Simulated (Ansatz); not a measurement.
# A family of molecules: the dipole moment

One atom is swapped for its congeners: Al(SH2)F3; Ga(SH2)F3; In(SH2)F3. All are singlets with charge 0.

Shapes, held fixed at every level: PBE0-D4/def2-TZVP. Programs: Ansatz 0.2.0. Values in D.

Task: How should the dipole moment change along the series?

Result: At wB97M-V/def2-TZVPP the dipole moment isn't monotonic: it is largest for Ga and smallest for In (5.04 and 4.70 D). Every level shows the same order. For atoms past krypton def2 sets carry core potentials with scalar relativity. Relativity is left out for Ga unless named.

| level | Al(SH2)F3 | Ga(SH2)F3 | In(SH2)F3 |
| --- | --- | --- | --- |
| PBE-D4/def2-TZVPP | 4.75 | 4.97 | 4.65 |
| r2SCAN-D4/def2-TZVPP | 4.81 | 5.07 | 4.72 |
| B3LYP-D4/def2-TZVPP | 4.81 | 5.08 | 4.73 |
| wB97M-V/def2-TZVPP | 4.79 | 5.04 | 4.70 |

The dipole peaks at gallium, so it follows neither the size of the metal nor a steady change down the group. In these adducts, donation from the sulfur lone pair into the acceptor orbital on the metal adds to the polarity of a pyramidal MF3 unit, with the negative end towards fluorine. Gallium's filled 3d shell screens the nuclear charge poorly, which keeps the atom compact and more electronegative than aluminium. This probably favours covalent donation from soft sulfur enough to outweigh the less ionic Ga–F bonds. At indium, the larger and more diffuse valence shell probably weakens the donation and leaves the MF3 unit flatter, so that its bond dipoles cancel more fully, despite the longer bonds.

The maximum at gallium is clear, whereas aluminium and indium lie close together, though their order holds in every row. PBE gives the smallest value for each molecule, perhaps because it delocalises charge more. The order of the dipoles shouldn't be read as an order of Lewis acidity or of M–S bond strength.
